**Q:** I have relaxed rhodium in many crystal structures with PBEsol, and four energies are still covered up. Can I work them out from the others, or does each structure need its own calculation?

Crystal structures of rhodium, with cell and atoms relaxed at zero pressure within the symmetry of the starting structure. Ansatz 0.2.0, scalar-relativistic plane-wave DFT with PBEsol, PAW datasets made for PBE and a 420 eV cutoff. Energies are relative to the lowest computed structure, at 0 K without zero-point motion.

| found from | space group number | atoms in cell | volume per atom (Å³) | over lowest (meV/atom) |
| --- | --- | --- | --- | --- |
| database cell | 225 | 1 | 13.50 | ? |
| database cell | 194 | 4 | 13.53 | 21.0 |
| Sm type | 166 | 3 | 13.54 | 30.0 |
| database cell | 194 | 2 | 13.55 | 41.0 |
| Ti type | 191 | 3 | 13.87 | 250.0 |
| W type | 223 | 8 | 13.97 | 333.0 |
| changed type | 69 | 2 | 14.22 | 335.0 |
| W type | 229 | 1 | 13.89 | ? |
| changed type | 139 | 2 | 14.84 | 397.0 |
| Sn type | 191 | 1 | 14.69 | 553.0 |
| Sn type | 141 | 2 | 14.97 | ? |
| Ca type | 221 | 1 | 15.61 | ? |
| B type | 166 | 12 | 18.70 | 994.0 |
| Si type | 227 | 2 | 20.04 | 1292.0 |

**A:** Try it. The column "over lowest" is the energy per atom above the most stable structure, and 100 meV/atom is about 10 kJ/mol. The covered rows are face-centred cubic (fcc, space group 225), body-centred cubic (bcc, 229), the white-tin cell (141) and simple cubic (221). The two rows marked "changed type" left their starting structure as they relaxed, and their final arrangement isn't listed. PBEsol ran on PAW datasets made for PBE, an error that should largely cancel between structures of one element. The visible energies rise down the table, so the place of a covered row already brackets its value. My forecasts won't use that clue, so leave it aside too. What else do you notice in the rows you can see?

**Q:** There seem to be two scales. Three structures cost only tens of meV, and the rest cost hundreds or more.

**A:** Those three are all stacks of the same dense layers, and every atom in them has twelve nearest neighbours. They differ only in the order of the layers. Call a layer hexagonal if the layers above and below it sit in the same position, and cubic if they don't. Half the layers are hexagonal in the four-atom cell of space group 194, two thirds in the Sm type, and all of them in the two-atom cell, which is ordinary hexagonal close packing.

**Q:** And the energy rises in that order: 21, 30, 41. So each hexagonal layer has a price?

**A:** That is the simplest reading. If each hexagonal layer adds its cost independently of the others, the energy is a straight line in their share. The line through the three rows rises by 39 meV/atom from no hexagonal layers to all. Fcc is the limit with none, so you can read its energy off the end of the line.

**Q:** What about the expensive structures? Their energy climbs with the volume per atom, except that changed type 139 is looser than simple hexagonal (Sn type, 191) and still lies 156 meV/atom lower.

**A:** So volume is a useful hint but not the cause. Think about the bonds instead. Rhodium is held together largely by d electrons that hop between neighbouring atoms, and hopping spreads their levels into a band. The width of that band goes as the square root of the summed squares of the hopping strengths, and a partly filled band gains energy in proportion to its width.

**Q:** So half the neighbours doesn't mean half the bonding?

**A:** Right. With half the neighbours the square root falls only to 0.71 of its value, so about 29 % of the bonding is lost. Each remaining bond becomes stronger. The more distant atoms matter too, but d hopping falls as the fifth power of distance, so its square falls as the tenth. This gives a rule for the energy $E$ above fcc, which I take as the zero of the scale because the stacking line ends close to it:

$$E = A\left(1-\sqrt{S/S_{\text{fcc}}}\right),\qquad S=n_1+n_2\,(d_1/d_2)^{10}$$

Here $n_1$ and $n_2$ count the atoms in the first and second shells, and $d_1$ and $d_2$ are their distances. The constant $A$ was fitted to simple hexagonal and diamond (Si type). For simple hexagonal I assumed eight equal nearest distances, which its symmetry doesn't guarantee. The constant also has to absorb the shortening of bonds in open structures, so don't read it as the energy of pulling the metal apart. Expanded rhodium may also prefer to be magnetic. The close-packed rows, the Ti type and A15 were computed without spin polarization, and the settings for the two fitted structures aren't listed here, so magnetism is one more uncertainty in $A$.

**Q:** Let me try simple cubic. It has six neighbours, and twelve more at $\sqrt2$ times the distance.

**A:** Then $S = 6 + 12/32 = 6.375$, against $12 + 6/32 = 12.19$ for fcc. The lost fraction is $1-\sqrt{6.375/12.19}=0.2768$. For diamond the same formula gives 0.4208, which the fitted rule turns into 1302 meV/atom. Simple cubic therefore comes out at $1302\times0.2768/0.4208\approx856$ meV/atom.

**Q:** Would you trust that number?

**A:** Not by itself, because the constant rests on two rows. A second estimate comes from volume: I fitted the energy of the seven visible structures that aren't close-packed to the square root of their excess volume over fcc. That curve is purely empirical. For simple cubic it gives $461\times\sqrt{15.61-13.50}\approx670$ meV/atom.

**Q:** Then you take the middle?

**A:** Yes, 763 meV/atom. The error bar combines half the gap between the two estimates, 93, with the typical miss of the volume curve on its own rows, 77: $\sqrt{93^2+77^2}\approx120$. I treat bcc and the white-tin cell in the same way, assuming for the latter the ideal white-tin shape, in which the six nearest distances are equal. For fcc the bar is an assumed noise of 4 meV/atom carried along the stacking line. That figure comes from the data makers' convergence tests on other systems, not from these runs. These are the forecasts in meV/atom:

- **fcc:** 2.5 ± 8, the lowest row.
- **bcc:** 331 ± 90, close to the A15 structure (W type, 223).
- **White-tin cell:** 694 ± 160, probably above simple hexagonal.
- **Simple cubic:** 763 ± 120, below the B type. The bars are too wide to settle its order against the white-tin cell.

**Q:** Isn't the first one too easy? No visible row has zero energy, so the lowest structure must be among the covered ones.

**A:** It is easy in that sense. What it tests is whether the stacking line really runs down to the zero of the scale. Now uncover the rows.

The withheld rows as computed:

| found from | space group number | atoms in cell | volume per atom (Å³) | over lowest (meV/atom) |
| --- | --- | --- | --- | --- |
| database cell | 225 | 1 | 13.50 | 0.0 |
| W type | 229 | 1 | 13.89 | 391.0 |
| Sn type | 141 | 2 | 14.97 | 619.0 |
| Ca type | 221 | 1 | 15.61 | 892.0 |

**Q:** Fcc is the zero, and the line ended 2.5 meV/atom above it.

**A:** That is well inside the forecast's bar, and smaller than the assumed noise of 4 meV/atom. So pricing the hexagonal layers one by one describes all four stackings. Turning rhodium's dense layers into another sequence is cheap, because no atom loses a nearest neighbour.

**Q:** Bcc came out at 391, so the forecast was 60 too low but inside its bar. The bond rule alone gave 373. Does that prove that bcc is expensive because it has fewer close neighbours?

**A:** No, and A15 shows why. Its atoms have twelve or fourteen neighbours, so a count would place it near fcc, yet it costs 333 meV/atom. The standard explanation is the filling of the d band. Each structure arranges the levels within the band differently. Bcc and A15 are favoured near half filling, while rhodium has more d electrons than that, at a count that favours fcc.

**Q:** So the bond rule may have got bcc right for an incomplete reason.

**A:** Yes. It estimates the width of the band for bonds of equal length, although those in bcc are shorter than in fcc, and it knows nothing of the band's shape. The volume curve is blind to the shape as well: bcc and the Ti type have almost the same volume per atom, but bcc lies 141 meV/atom higher. My remark that bcc would be close to A15 was only roughly right, since the two differ by 58 meV/atom.

**Q:** Simple cubic is the clear miss. It costs 892, which is 129 above the forecast and just outside the bar.

**A:** The averaging did that. The bond rule was only 36 too low, but the volume curve was 222 too low and pulled the mean down. Counting bonds also has one uncertainty fewer in a cubic cell such as this one: symmetry fixes the shape of the cell, so the ratio of the neighbour distances is known exactly.

**Q:** Then why not use the bond rule everywhere?

**A:** Look at the white-tin cell. The bond rule gave 830 and the calculation 619, so there the rule alone would have been 211 too high. The average was 75 too high, well inside its bar. This cell can stretch or flatten without losing its symmetry, and I had assumed an ideal shape. The relaxed coordinates show that it did change shape, but no extra atoms came close. Each atom has four neighbours at 2.455 Å, two at 2.684 Å and four at 3.103 Å, where the ideal shape at the same volume has six at 2.52 Å and four at 3.08 Å. Putting the true distance ratios into the rule makes it worse: $S$ falls from 6.5 to 5.2, which raises the forecast. The rule leaves out what the four shortened bonds gain, and the filling of the band may matter here too, so the cause of this miss stays open.

**Q:** So its order against simple cubic, which you left open, is now clear: the white-tin cell is lower by 273 meV/atom.

**A:** Yes, and the other two orderings held: the white-tin cell lies above simple hexagonal, and simple cubic below the B type. The printed analysis below lists both estimates and every miss.

**Q:** How would I use this for a structure that I haven't calculated?

**A:** First ask whether every atom keeps its twelve close neighbours in stacked dense layers. If so, expect tens of meV per atom and count the hexagonal layers. If not, expect hundreds. Where neighbours are lost, the square root gives a rough idea of how many hundreds. Misses of one or two hundred are possible, so close contenders still need the full calculation. The volume curve needs a relaxed volume anyway, which takes most of that work.

**Q:** And if a structure lies high, could it still survive once it was made?

**A:** These energies can't tell you that. No relaxation could break the symmetry it started with, so a structure may sit on a ridge and slide downhill as soon as that symmetry is broken. Bcc rhodium is a known example: it is unstable when stretched along one cube axis. The ranking gives the energy cost of an arrangement, and its stability needs a separate test.

The analysis program printed:

```
fit of result_over_lowest on 7 rows (loose): coefficient of root 461 +/- 21; rms 77.1, worst changed type 137, leave-one-out rms 103
  rows outside the fit (model, value, miss): database cell 0, 0, 0; database cell 79.85, 21, 58.9; Sm type 92.21, 30, 62.2; database cell 103.1, 41, 62.1; W type 287.9, 391, -103; Sn type 559, 619, -60; Ca type 669.7, 892, -222
stacking line, rise from no to all hexagonal layers, meV/atom: 39
fcc forecast from the stacking line, meV/atom: 2.499
fcc error bar from 4 meV noise, meV/atom: 8.35
fcc miss, forecast less computed, meV/atom: 2.499
bond rule for simple hexagonal, meV/atom: 529.1
bond rule for diamond type, meV/atom: 1302
bond rule for bcc, meV/atom: 373.3
bond rule for white-tin cell, meV/atom: 829.7
bond rule for simple cubic, meV/atom: 856.2
bcc forecast, meV/atom: 330.6
bcc error bar, meV/atom: 88.12
bcc miss, forecast less computed, meV/atom: -60.42
white-tin cell forecast, meV/atom: 694.3
white-tin cell error bar, meV/atom: 155.8
white-tin cell miss, forecast less computed, meV/atom: 75.35
simple cubic forecast, meV/atom: 762.9
simple cubic error bar, meV/atom: 121
simple cubic miss, forecast less computed, meV/atom: -129.1
simple hexagonal less changed type 139, meV/atom: 156
computed bcc less A15, meV/atom: 58
```
